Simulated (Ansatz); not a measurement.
## A series in volume per atom on C

Results calculated with Ansatz 0.2.0 development build, not measured. Equation of state of a cubic crystal from periodic Kohn-Sham density functional theory without spin; pressure corrected for the finite basis.

Cell of the first row (space group Fd-3m, No. 227):
```
cell vectors (Å)
   0.0000     1.7496     1.7496
   1.7496     0.0000     1.7496
   1.7496     1.7496     0.0000
atoms (fractions of the cell vectors)
C   0.00000  0.00000  0.00000
C   0.25000  0.25000  0.25000
```

Settings of every row: formula C; structure type diamond; functional PBE; spin treatment none; k mesh 26x26x26; occupation method fermi-dirac; occupation width 0.061225619 eV; wave cutoff 420 eV; datasets soft-1 PAW; density cutoff ratio 4.

| row | volume per atom (Å³) | pressure (GPa) | energy above lowest point (meV/atom) |
| --- | --- | --- | --- |
| 1 | 5.356 | ? | ? |
| 2 | 5.47 | 18.832 | 12.84 |
| 3 | 5.584 | 8.877 | 3.04 |
| 4 | 5.698 | -0.183 | 0 |
| 5 | 5.812 | -8.428 | 3.11 |
| 6 | 5.926 | -15.931 | 11.82 |
| 7 | 6.04 | -22.758 | 25.62 |

Question: what pressure and energy above lowest point should row 1 give?

Worked fit of pressure. Take u = (V_r/V)^(2/3) − 1 with V_r = 5.755 Å³ an atom, which is twice the finite (Eulerian) strain; such expansions in the strain, on which the Birch-Murnaghan equation of state is built, carry the rest volume and the bulk modulus. The shown rows have u = 0.03444, 0.02031, 0.00666, -0.00655, -0.01933, -0.03171. Least squares give pressure = −4.4025 + 624.165 × u + 1446.63 × u² + 556 × u³ GPa; a parabola predicts inner rows, each left out in turn, worse (root mean square 0.007 against 0.0025 GPa). The rows lie off it by 0.000, 0.001, -0.002, 0.001, 0.000, 0.000. The pressure vanishes at u = 0.0069, or V = 5.696 Å³ an atom, and there the bulk modulus at fixed shape and fractions is B = −V dP/dV = (2/3)(1 + u) dP/du = 433 GPa. The withheld row has u = 0.04907, so the fit gives −4.4025 + 624.165 × (0.04907) + 1446.63 × (0.04907)² + 556 × (0.04907)³ = 29.774 GPa.

The calculation gave 29.776 GPa. The fit lies 0.002 GPa (0.0038 % of the column's range) below it; its largest miss of a shown row is 0.002 GPa. This row lies beyond the range of the fit.

Worked fit of energy above lowest point. Take u = (V_r/V)^(2/3) − 1 with V_r = 5.755 Å³ an atom, which is twice the finite (Eulerian) strain; such expansions in the strain, on which the Birch-Murnaghan equation of state is built, carry the rest volume and the bulk modulus. The shown rows have u = 0.03444, 0.02031, 0.00666, -0.00655, -0.01933, -0.03171. Least squares give energy above lowest point = 0.823 − 237.31 × u + 17103.2 × u² − 2353 × u³ meV/atom; a parabola predicts inner rows, each left out in turn, worse (root mean square 0.028 against 0.0035 meV/atom). All shown rows lie on it to the printed digit. Its lowest point lies at u = 0.0069, or V = 5.696 Å³ an atom, and the curvature there gives the bulk modulus at fixed shape and fractions, B = (4/9)(1 + u)² E″(u)/V = 432 GPa. The withheld row has u = 0.04907, so the fit gives 0.823 − 237.31 × (0.04907) + 17103.2 × (0.04907)² − 2353 × (0.04907)³ = 30.08 meV/atom.

The calculation gave 30.06 meV/atom. The fit lies 0.02 meV/atom (0.067 % of the column's range) above it; its largest miss of a shown row is 0.00 meV/atom. This row lies beyond the range of the fit.
